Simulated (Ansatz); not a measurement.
# C2HCl2Si (SMILES C#C[Si](Cl)Cl): methods side by side

C2HCl2Si has 6 atoms, charge 0, and is taken as a doublet. As SMILES, `C#C[Si](Cl)Cl`. The coordinates come from a PBE0-D4/def2-TZVP relaxation.

```xyz
6

C     1.3245    0.4835    1.1115
C     0.5215    0.0954    0.2972
Si   -0.5044   -0.5838   -1.0218
Cl   -1.9140   -1.8306   -0.2261
Cl   -1.4060    0.9370   -2.0463
H     2.0204    0.8345    1.8394
```

Quantity: the electronic atomisation energy, in eV. The values are calculated. Electronic energies at fixed atoms, without zero-point motion or spin-orbit coupling.

| level | kind | program | value (eV) |
| --- | --- | --- | --- |
| UHF/cc-pVDZ | Hartree–Fock | Ansatz | 16.54 |
| USVWN5/cc-pVDZ | LDA | Ansatz | 27.23 |
| U-revPBE/cc-pVDZ | GGA | Ansatz | 23.12 |
| UPBE/cc-pVDZ | GGA | Ansatz | 24.15 |
| UPBE0/cc-pVDZ | global hybrid | Ansatz | 23.49 |
| U-wB97M-V/cc-pVDZ | range-separated hybrid | Ansatz | 23.51 |
| U-wB97X/cc-pVDZ | range-separated hybrid | Ansatz | 23.23 |
| UB2PLYP/cc-pVDZ | double hybrid | Ansatz | 22.64 |
| RPA@PBE0/cc-pVDZ | RPA | Ansatz | 20.50 |
| UMP2/cc-pVDZ | perturbation theory | Ansatz | 22.31 |

Correlated wave functions underbind in double-zeta sets. The values span 16.54 to 27.23 eV.

Electron correlation supplies a large part of the binding in this silyl radical: Hartree–Fock gives only 16.54 eV, far below every other level. Atomisation breaks up electron pairs, and those of the C≡C bond, one σ and two π pairs crowded into the same region, lose much correlation energy when the atoms separate. LDA errs the other way, since its uniform-gas exchange penalises the free atoms more than the molecule. Gradient corrections favour the more inhomogeneous atomic densities and so weaken the binding, more strongly in revPBE than in PBE. Exact exchange lowers the PBE value further, to 23.49 eV in PBE0.

RPA, at 20.50 eV, recovers only part of the correlation contribution, probably in part because it describes short-range correlation poorly, an error that doesn't cancel between molecule and atoms. The near agreement of PBE0 and wB97M-V suggests a plausible range but doesn't establish accuracy. Nor does the total reveal the strength of the individual Si–C or Si–Cl bonds, which would require the energies of the relevant fragments.
